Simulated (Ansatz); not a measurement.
In: pressure and energy change per atom against volume scale

All results are calculated (Ansatz 0.2.0). Plane-wave DFT, scalar-relativistic PAW made under PBE with cores redone for the functional, no dispersion; the given relaxed cell is scaled uniformly, energy at zero smearing counts from the unscaled cell, pressure at the given Fermi-Dirac smearing is positive in compression.

The cell before it is scaled or strained (space group P6_3/mmc, No. 194):
```
In
1.0
      3.2733     0.0000     0.0000
     -1.6367     2.8348     0.0000
      0.0000     0.0000     5.3292
In
2
Direct
  0.33333 0.66667 0.25000
  0.66667 0.33333 0.75000
```

Settings of every row: spin polarised no; functional LDA; wave cutoff 420 eV; smearing width 0.1 eV; k mesh 12x12x7.

Atom starting moment: 0 on all atoms.

Limits: the cell comes from a prototype or a list of computed structures and needn't be the stable phase.

| row | volume scale | V (Å³/atom) | pressure (GPa) | energy change per atom (meV) |
| --- | --- | --- | --- | --- |
| 1 | 0.88 | 21.758 | 8.71 | 70.22 |
| 2 | 0.92 | 22.747 | 5.07 | 28.28 |
| 3 | 0.96 | 23.736 | 2.23 | 6.34 |
| 4 | 1.04 | 25.714 | ? | ? |
| 5 | 1.08 | 26.703 | -3.03 | 20.98 |
| 6 | 1.12 | 27.692 | -4.06 | 43.36 |

Question: what pressure and energy change per atom should row 4 give?

Worked fit of pressure. Take u = (V_r/V)^(2/3) − 1 with V_r = 23.736 Å³ an atom, which is twice the finite (Eulerian) strain; such expansions in the strain, on which the Birch-Murnaghan equation of state is built, carry the rest volume and the bulk modulus. The shown rows have u = 0.05972, 0.02878, 0, -0.07552, -0.09766. Least squares give pressure = 2.235 + 91.42 × u + 279.4 × u² GPa; a straight line predicts inner rows, each left out in turn, worse (root mean square 0.74 against 0.052 GPa). The rows lie off it by 0.02, -0.03, 0.00, 0.05, -0.03 (root mean square 0.031 GPa). The withheld row has u = -0.05196, so the fit gives 2.235 + 91.42 × (-0.05196) + 279.4 × (-0.05196)² = -1.76 GPa.

The calculation gave -1.7 GPa. The fit lies 0.06 GPa (3.5 % of the value, 0.47 % of the column's range) below it; its largest miss of a shown row is 0.05 GPa.

Worked fit of energy change per atom. Take u = (V_r/V)^(2/3) − 1 with V_r = 23.736 Å³ an atom, which is twice the finite (Eulerian) strain; such expansions in the strain, on which the Birch-Murnaghan equation of state is built, carry the rest volume and the bulk modulus. The shown rows have u = 0.05972, 0.02878, 0, -0.07552, -0.09766. Least squares give energy change per atom = 6.434 + 513.13 × u + 9190.6 × u² meV; a straight line predicts inner rows, each left out in turn, worse (root mean square 24 against 1 meV). The rows lie off it by 0.36, -0.53, -0.09, 0.88, -0.62 (root mean square 0.56 meV). The withheld row has u = -0.05196, so the fit gives 6.434 + 513.13 × (-0.05196) + 9190.6 × (-0.05196)² = 4.58 meV.

The calculation gave 5.81 meV. The fit lies 1.23 meV (21 % of the value, 1.9 % of the column's range) below it; its largest miss of a shown row is 0.88 meV.
